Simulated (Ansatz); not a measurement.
## A series in volume scale on SrCa

Free energy against uniform scaling of the volume at fixed shape and fractions; periodic cell, basis, potentials, k mesh and filling as listed. The results are calculated, by Ansatz 0.2.0.

The cell before it is scaled or strained (space group P-6m2, No. 187):
```
cell vectors (Å)
   4.1283     0.0000     0.0000
  -2.0642     3.5752     0.0000
   0.0000     0.0000     6.7887
atoms (fractions of the cell vectors)
Sr  0.66667  0.33333  0.50000
Ca  0.00000  0.00000  0.00000
```

Settings of every row: functional PBEsol; dispersion none; potentials all-electron LAPW; k mesh 8x8x5; k shift 0x0x0; occupations methfessel paxton; smearing width 0.1 eV; spin none; basis error target 0.002 eV/atom.

Limits: coarse k mesh, up to 40 meV an atom off; minimum outside the range; the cell comes from a prototype or a list of computed structures and needn't be the stable phase.

| row | volume scale | V (Å³/atom) | energy above lowest point (meV/atom) |
| --- | --- | --- | --- |
| 1 | 0.94 | 47.093 | 0 |
| 2 | 0.96 | 48.095 | ? |
| 3 | 0.98 | 49.097 | 5.7 |
| 4 | 1 | 50.099 | 11 |
| 5 | 1.02 | 51.101 | 17.8 |
| 6 | 1.04 | 52.103 | 25.9 |
| 7 | 1.06 | 53.105 | 35.3 |

Question: what energy above lowest point should row 2 give?

Worked fit of energy above lowest point. Take u = (V_r/V)^(2/3) − 1 with V_r = 50.6 Å³ an atom, which is twice the finite (Eulerian) strain; such expansions in the strain, on which the Birch-Murnaghan equation of state is built, carry the rest volume and the bulk modulus. The shown rows have u = 0.04905, 0.02031, 0.00666, -0.00655, -0.01932, -0.0317. Least squares give energy above lowest point = 14.22 − 513.6 × u + 4689 × u² − 2602 × u³ meV/atom; a parabola predicts inner rows, each left out in turn, worse (root mean square 0.052 against 0.018 meV/atom). All shown rows lie on it to the printed digit. The withheld row has u = 0.03443, so the fit gives 14.22 − 513.6 × (0.03443) + 4689 × (0.03443)² − 2602 × (0.03443)³ = 2.0 meV/atom.

The calculation gave 2 meV/atom. The fit meets it to the printed digit.
